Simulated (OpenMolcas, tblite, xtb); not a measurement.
How methods differ on B2O2 (diboron dioxide)

The species is B2O2 (4 atoms), meant as a singlet with charge 0. As SMILES, `O=BB=O`. The coordinates come from a PBE0-D4/def2-TZVP relaxation.

```jsonl
{"atom": "O", "x (Å)": "-0.7431", "y (Å)": "0.4598", "z (Å)": "1.8176"}
{"atom": "B", "x (Å)": "-0.3023", "y (Å)": "0.1871", "z (Å)": "0.7391"}
{"atom": "B", "x (Å)": "0.3021", "y (Å)": "-0.1869", "z (Å)": "-0.7392"}
{"atom": "O", "x (Å)": "0.7432", "y (Å)": "-0.4599", "z (Å)": "-1.8175"}
```

Quantity: the HOMO–LUMO gap, in eV. The values are calculated.

```tsv
level	kind	program	value (eV)
GFN2-xTB	semi-empirical	xtb	5.72
IPEA1-xTB	semi-empirical	tblite	8.39
HF/aug-cc-pVDZ	Hartree–Fock	OpenMolcas	15.35
SVWN5/aug-cc-pVDZ	LDA	OpenMolcas	6.15
BLYP/aug-cc-pVDZ	GGA	OpenMolcas	6.12
revPBE/aug-cc-pVDZ	GGA	OpenMolcas	6.15
TPSS/aug-cc-pVDZ	meta-GGA	OpenMolcas	6.33
PBE0/aug-cc-pVDZ	global hybrid	OpenMolcas	8.55
B2PLYP/aug-cc-pVDZ	double hybrid	OpenMolcas	11.17
```

The values span 5.72 to 15.35 eV. Orbital gaps aren't excitation energies, and those of double hybrids come from the SCF part alone; they tend to grow with the share of exact exchange.

The three semilocal rungs barely differ: LDA, GGA and meta-GGA all fall between 6.12 and 6.33 eV, so adding density gradients or the kinetic-energy density hardly changes the orbital spacing. The large step comes with nonlocal exchange, through 8.55 eV for PBE0 and 11.17 eV for B2PLYP to 15.35 eV for Hartree–Fock. Exact exchange lowers the occupied levels, while an empty Hartree–Fock orbital feels the repulsion of all the electrons, as an added electron would. In LDA and GGA functionals, occupied and empty orbitals share one multiplicative potential, which keeps them closer together.

A sizeable gap suits a molecule with strong B–O multiple bonds and a B–B σ bond, whose low-lying acceptor level is probably a π combination of the boron p orbitals. The closeness of IPEA1-xTB to PBE0 doesn't validate either value, since GFN2-xTB lies below even the semilocal results. The gaps alone also don't show whether the LUMO remains this valence π orbital in every method or becomes a diffuse one.
